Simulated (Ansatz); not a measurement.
## Ta2O5: energy along a strain

Ta2O5, C2, a = 6.028 Å, b = 5.129 Å, c = 5.768 Å, β = 118.2°. The structure is a Materials Project entry; whether it is the stable form wasn't checked. Ansatz: r2SCAN, PAW, 500 eV, Γ-centred 6×6×6 mesh on 7 atoms, Gaussian smearing 0.05 eV; no spin polarisation. Cell vectors (Å): 3.014 -2.565 0.008; 3.014 2.565 0.008; -2.741 0.000 5.075. The cell is strained by x per cent times the pattern (1 -1 0 0 0 0) in the order xx yy zz yz xz xy (engineering shears), with fractional coordinates held. y is the free energy over the start, V0 = 11.225 Å³/atom.

```
x (%) y (meV/atom)
-2.00             ?
-1.50          4.90
-1.00          2.17
-0.50          0.54
 0.00          0.00
 0.50          0.54
 1.00          2.16
 1.50          4.84
 1.75          6.58
 2.00          8.58
```

Task: Fit y = c2 x² + c3 x³ to the other rows, get the stiffness along the pattern, and predict the missing energy.

Result: Least squares on the rows shown. y = 2.164 x² − 0.009125 x³. The clamped-ion stiffness p·C·p = 2 × 21.64 eV × 160.2 / 11.225 Å³ = 618 GPa. At x = -2.00 the fit asked for gives 8.73 meV/atom. The run gave 8.74 meV/atom, so the fit is 0.01 meV/atom too low, a small miss on the scale of the series.

Spin–orbit coupling is left out, which can shift energies with elements as heavy as these.

The energy rises almost harmonically and nearly symmetrically about the start, so there is little residual difference between the xx and yy stresses. Because the pattern stretches one axis while compressing the other, volume is conserved to first order, and the 618 GPa measures the combination C11 + C22 − 2C12, a resistance to shape change rather than to compression. The stiffness probably reflects strong, partly covalent Ta 5d–O 2p bonding: with fractional coordinates held, the Ta–O network cannot accommodate the strain by rotating its polyhedra and must change its bond lengths and angles. The weak cubic term suggests that the anharmonic costs of compression and extension largely cancel between the two axes. Its sign makes compression along x with extension along y slightly the costlier direction, an asymmetry allowed because the two axes are not equivalent in a monoclinic crystal. Since the strain preserves the twofold axis but leaves internal coordinates free by symmetry, ionic relaxation could only lower this stiffness, so the value is an upper bound on the relaxed-ion response within the same model.
